**Question: Why does GaP refuse to follow its own bulk modulus?**

I need the volume of gallium phosphide under pressure and have this set of relaxations. Near zero pressure the bulk modulus is about 90 GPa, so I divided the pressure by it to get the relative loss of volume. At 20 GPa that gives a loss of 22 %, but the calculation finds less than 15 %. Has the relaxation gone wrong, or has my formula? And could I have noticed it from the numbers alone?

Zincblende GaP, two-atom cell, with cell and atoms relaxed at each target pressure and the symmetry kept. Ansatz 0.2.0, density functional theory with LDA, plane-wave PAW, scalar-relativistic, no spin polarisation, cutoff 420 eV, k mesh 8×8×8, fixed occupations. Volume changes are relative to the starting cell, which has 19.59 Å³ per atom and is almost free of pressure.

| pressure (GPa) | volume per atom (Å³) | volume change (%) |
| --- | --- | --- |
| -3 | 20.30 | 3.65 |
| -1 | 19.81 | 1.13 |
| 2 | 19.18 | -2.09 |
| 4 | 18.81 | -3.97 |
| 5 | 18.64 | -4.84 |
| 9 | 18.03 | -7.98 |
| 12 | 17.63 | -10.02 |
| 20 | 16.74 | -14.55 |

**Answer**

Your formula has failed, not the relaxation, which reached its target pressure to within 0.02 GPa in every row. GaP gives up about 1 % of its volume for the first gigapascal, but its bulk modulus then grows by roughly 4 GPa for every gigapascal applied. Dividing by the initial modulus overstates the compression by about 3 % of its value per gigapascal. That hardly matters at 2 GPa, but at 20 GPa the estimate is half as large again as the computed change. The smaller part of this excess arises because the bulk modulus refers to the volume of the moment, while your division uses the initial one: even a strictly constant modulus would give a loss of about 20 %, not 22 %. The larger part is the stiffening.

You can see the failure without any fit. Divide each volume change, which is counted from the cell at zero pressure, by its pressure. Hooke's law in the volume, which is what you used, requires the same quotient in every row. Instead its size falls steadily, from 1.2 % per GPa in the stretched crystal at -3 GPa to 0.7 % per GPa at 20 GPa.

The direction of the misses tells you more. Hooke's law gives too small a volume in every row, under tension as well as under compression. At -3 GPa the crystal swells by 3.65 % where the formula allows 3.3 %, so there it is softer than assumed, while under compression it is stiffer. A different constant modulus would improve one side and spoil the other, so what is missing is a change of stiffness with volume.

To see where that change comes from, look at what the crystal can do. In zincblende under uniform pressure, symmetry fixes the bond angles, and only the Ga–P bond length $d$ can vary. The natural harmonic picture is then a spring along the bond, with an energy $E=\tfrac12K(d-d_0)^2$ per cell, where $K$ is the spring constant and $d_0$ the length at zero pressure. Write $x=d/d_0$, so that the volume is $V=V_0x^3$. The pressure is $P=-dE/dV$, and expressing $K$ through the bulk modulus $B_0$ at zero pressure gives

$$P=\frac{3B_0(1-x)}{x^2}.$$

This spring already does better than Hooke's law in the volume, mainly because a shorter bond also means a smaller area on which the pressure acts. Test it on the last row. The volume there has shrunk by 14.55 %, so $x=0.8545^{1/3}=0.949$, a bond shortened by 5.1 %. With $B_0=90.1$ GPa the spring predicts

$$P=\frac{3\times 90.1\times 0.0511}{0.949^2}\approx 15.3\ \text{GPa}.$$

The calculation needed 20 GPa to reach this volume, so the harmonic bond supplies only about three quarters of the resistance. The value of $B_0$ came from rows at low pressure, and this row had no part in it.

The geometry of the cell therefore explains only part of the stiffening, and the rest lies in how the crystal's energy depends on the bond length. If you ask each row what spring constant it would need, the answer rises by 39 % between -3 and 20 GPa. The energy curve is thus not a parabola in the bond length: it is steeper on the short side and flatter on the long side. This much follows directly from the computed volumes and pressures.

The reason for the lopsided curve is standard bonding physics, although total energies alone do not separate its parts. When the atoms are pushed together, their electron clouds overlap more. The Pauli principle then forces the electrons into states of higher kinetic energy, and this repulsion grows steeply as the distance shrinks. When the atoms are pulled apart, there is less and less repulsion left to lose, and the bonding attraction weakens too, so the restoring force grows less than a spring's would. A parabola in $d$ keeps only the curvature at the bottom of the well and misses this difference between the two sides.

There is a cheap repair: keep the parabola, but draw it in $1/d^2$ instead of $d$. Equal steps in bond length then count for more when the bond is short, which builds in the right kind of asymmetry. With the same $B_0$ and no further constant, the predicted pressure at 20 GPa is only 3 % too low. This is the second-order Birch–Murnaghan equation. Its success shows that $1/d^2$ is a convenient measure of compression, not that the forces in GaP follow such a law.

For quantitative work, use the third-order form, which also lets the initial rate of stiffening adjust. Fitted to the five rows up to 5 GPa, it predicts the pressures of the three remaining rows to better than 1 %. The printed output after this answer gives the fit and compares the three parabolas row by row.

A smooth curve that fits well can still sit in the wrong place, and here the functional matters. LDA usually binds solids too strongly and makes lattices about 1 % too short, a rough general experience and not a result of this table. In volume that is about 3 %, and the table shows what it is worth: the computed crystal must be pulled with about 2.5 GPa to swell that much. An error of this kind acts much like an unwanted extra pressure. Two further features of these runs also affect the absolute volume: the PAW datasets were made for the functional PBE, not for LDA, and the motion of the nuclei, both zero-point and thermal, is left out. No internal check of the curve will reveal such errors; you need a measured volume at a known pressure. In relative volume changes part of the error cancels, but not all of it: a crystal that starts out too compressed is also expected to be somewhat too stiff.

The practical rule is to compare the pressure with the bulk modulus before trusting a constant one. At a few per cent of $B_0$ the simple division is good to about a tenth of the volume change; beyond that, use an equation of state that stiffens. What no such equation can settle is whether GaP is still zincblende at 20 GPa. These relaxations kept the symmetry of a two-atom cell, so a denser structure could already be close in enthalpy, or lower, without leaving a mark on the curve. To find out, you would have to relax the competing structures at the same pressures and compare their enthalpies.

Printed output of the fit:

```
fit of pr on 5 rows (pressure < 6): coefficient of gf 90.13 +/- 0.046, coefficient of gff 58.73 +/- 3.2; rms 0.00211, worst 2 -0.00434, leave-one-out rms 0.00334
  rows outside the fit (model, value, miss): 9 9.018, 9.005, 0.0133; 12 12.04, 12, 0.0312; 20 20.12, 20, 0.113
bulk modulus at zero pressure B0 (GPa): 90.13
pressure derivative of the bulk modulus: 4.434
stiffness read from the rows:
  row  volume loss per GPa (%)  bulk modulus from row above (GPa)  effective spring constant in d (GPa)
   -3                    1.223                                n/a                                 84.74
   -1                    1.146                              81.16                                 88.28
    2                    1.045                              92.28                                 93.67
    4                    0.994                              102.9                                 96.62
    5                   0.9696                              109.6                                 98.15
    9                   0.8862                              119.6                                 103.9
   12                   0.8347                              133.8                                 107.8
   20                   0.7273                              154.9                                 117.6
one stiffness B0 in three parabolas:
  row  Hooke volume change (%)  P parabola in V (GPa)  P parabola in d (GPa)  P parabola in 1/d^2 (GPa)  P computed (GPa)
   -3                    3.311                  -3.29                 -3.174                     -3.008            -2.984
   -1                    1.094                 -1.019                 -1.007                    -0.9903           -0.9864
    2                   -2.218                  1.884                  1.924                      1.986             1.999
    4                   -4.431                  3.578                  3.726                       3.96             3.994
    5                   -5.538                  4.362                  4.584                      4.938             4.992
    9                    -9.99                  7.193                  7.814                      8.853             9.005
   12                   -13.32                  9.031                  10.03                      11.76                12
   20                   -22.19                  13.11                  15.33                      19.42                20
Hooke volume change less computed one at 20 GPa (percentage points): -7.644
pressure miss at 20 GPa, parabola in V (%): -34.44
pressure miss at 20 GPa, parabola in d (%): -23.35
pressure miss at 20 GPa, parabola in 1/d^2 (%): -2.928
bond shortening at 20 GPa (%): 5.106
effective spring constant, 20 GPa over -3 GPa (ratio): 1.388
pressure at which the volume is 3 % above the LDA zero-pressure one (GPa): -2.484
```
